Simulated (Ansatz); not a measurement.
# Energy, volume and coordination in Bi6Te

Level of theory: DFT PBE, scalar-relativistic, plane waves, PAW in Ansatz 0.2.0. All cells share a 420 eV cutoff and Γ-centred k meshes spaced about 0.3 Å⁻¹ or finer (0.25 for metals, 2π included). No spin polarisation.

Temperature and zero-point effects are left out. Rows are sorted by volume; energies count from the lowest form computed. Coordination counts Bi atoms around Te (those within 1.25 times the shortest such distance or 1.15 times the sum of covalent radii, 1.27 where that leaves under three; a plus sign parts nearer from farther groups; the shortest distance is added where it exceeds 1.18 times the sum of covalent radii). The table shows 5 of 6 forms computed.

```tsv
row	form	source	atoms	coordination	V (Å³/atom)	gap on mesh (eV)	ΔE (meV/atom)
1	Fm-3m	invented	7	Te 12 from 3.5 Å	34.1	0	204
2	P-31m	invented	7	Te 6	34.5	0	?
3	R-3m	invented	7	Te 6	35.0	0	0
4	P-3m1	invented	7	Te 6+2	35.1	0	31
5	R-3m	invented	7	Te 6+6	36.4	0	190
```

The cell of row 2:

Space group P-31m (No. 162). a = 6.660 Å, b = 6.660 Å, c = 6.287 Å, α = 90.00°, β = 90.00°, γ = 120.00°
```csv
atom,site,symmetry,x,y,z
Bi,6k,..m,0.4295,0.0000,0.2474
Te,1a,-3.m,0.0000,0.0000,0.0000
```

Problem. How far above the lowest form does the open row lie?

Solution. 78 meV/atom, which puts it above row 4 and below row 5. Counting Bi atoms around Te, row 2 and the lowest form (row 3) both have Te 6.

An observed structure of this formula, if there is one, may be missing.

Spin–orbit coupling, which can matter for Bi and Te, is left out. Cells relaxed within their symmetry can be saddle points. Some structure types and database cells were kept out of the candidates from the start, so a known form may be missing.

Six near Bi neighbours around Te go with low energy here, whereas the twelvefold and 6+6 environments lie 204 and 190 meV/atom above the lowest form. This fits bonding mainly through p orbitals, with the Bi 6s pair largely inert: three perpendicular p orbitals serve a roughly octahedral shell well, while twelve neighbours share the same few bonding electrons over longer, weaker contacts.

The Te shell doesn't settle the order by itself, however. Rows 2 and 3 have the same count but differ by 78 meV/atom, and the 6+2 form falls between them. With six Bi atoms per Te, the remaining difference probably lies largely in the Bi–Bi network, where elemental bismuth favours a Peierls-type split into short and long bonds. Packing density is no guide either, as the densest form is the highest in energy.

The absence of a gap fits the large excess of Bi over what Te can oxidise. The ranking compares polymorphs only and doesn't show whether any of them resists separation into bismuth and a Te-richer bismuth telluride.
